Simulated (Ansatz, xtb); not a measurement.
How methods differ on As2 (SMILES [As]#[As])

The species is As2 (2 atoms), meant as a singlet with charge 0. SMILES: `[As]#[As]`. The coordinates come from a PBE0-D4/def2-TZVP relaxation. The run starts from this shape.

```xyz
2

As    0.0000    0.0000    0.0025
As    0.0000    0.0000    2.0915
```

Each level gives the adiabatic ionisation energy (to the doublet cation, no zero-point term) (eV). The values are calculated.

```tsv
level	kind	program	value (eV)
GFN2-xTB	semi-empirical	xtb	13.21
HF/STO-3G	Hartree–Fock	Ansatz	5.42
HF/3-21G	Hartree–Fock	Ansatz	7.68
HF/6-31G* (Cartesian functions)	Hartree–Fock	Ansatz	8.28
HF/cc-pVTZ	Hartree–Fock	Ansatz	8.27
SVWN5/def2-TZVP	LDA	Ansatz	9.90
PBE/def2-SVP	GGA	Ansatz	9.57
BLYP/cc-pVTZ	GGA	Ansatz	9.39
PBE-D3(BJ)/def2-TZVP	GGA	Ansatz	9.56
B3LYP/6-31G* (Cartesian functions)	global hybrid	Ansatz	9.57
```

All-electron rows without a relativistic Hamiltonian named are non-relativistic. The values span 5.42 to 13.21 eV. The xTB values lack the empirical shift that such differences need. Spin contamination of the reference (⟨S²⟩ at least 0.1 too high) touches HF/STO-3G, HF/3-21G, HF/6-31G*, HF/cc-pVTZ (up to 1.85 too high). The second state's dipole differs much between rows, so they may not all be the same state. Without the sets that lack polarisation functions the rows with a basis span only 8.27 to 9.90 eV.

The density-functional values form a fairly narrow group, from 9.39 to 9.90 eV, while the Hartree–Fock values with polarised basis sets lie clearly lower, at 8.27 and 8.28 eV. In As2 the highest π bonding level lies close to the σ lone-pair combination, and ionisation to the cation's ground state normally takes an electron from the π bond. This breaks up a correlated electron pair, so neglecting correlation penalises the neutral molecule more than the cation and pulls the ionisation energy down. Symmetry breaking in the open-shell cation probably adds to this, because it lowers the cation's energy without a matching gain for the closed-shell neutral. The Hartree–Fock gap is therefore not a clean measure of the correlation energy.

Basis size beyond the polarised double-zeta level appears to matter little: PBE gives 9.57 and 9.56 eV in the two sets, and dispersion should hardly affect a strongly bound diatomic. The agreement between PBE and B3LYP shows consistency between functionals, but does not by itself establish accuracy.
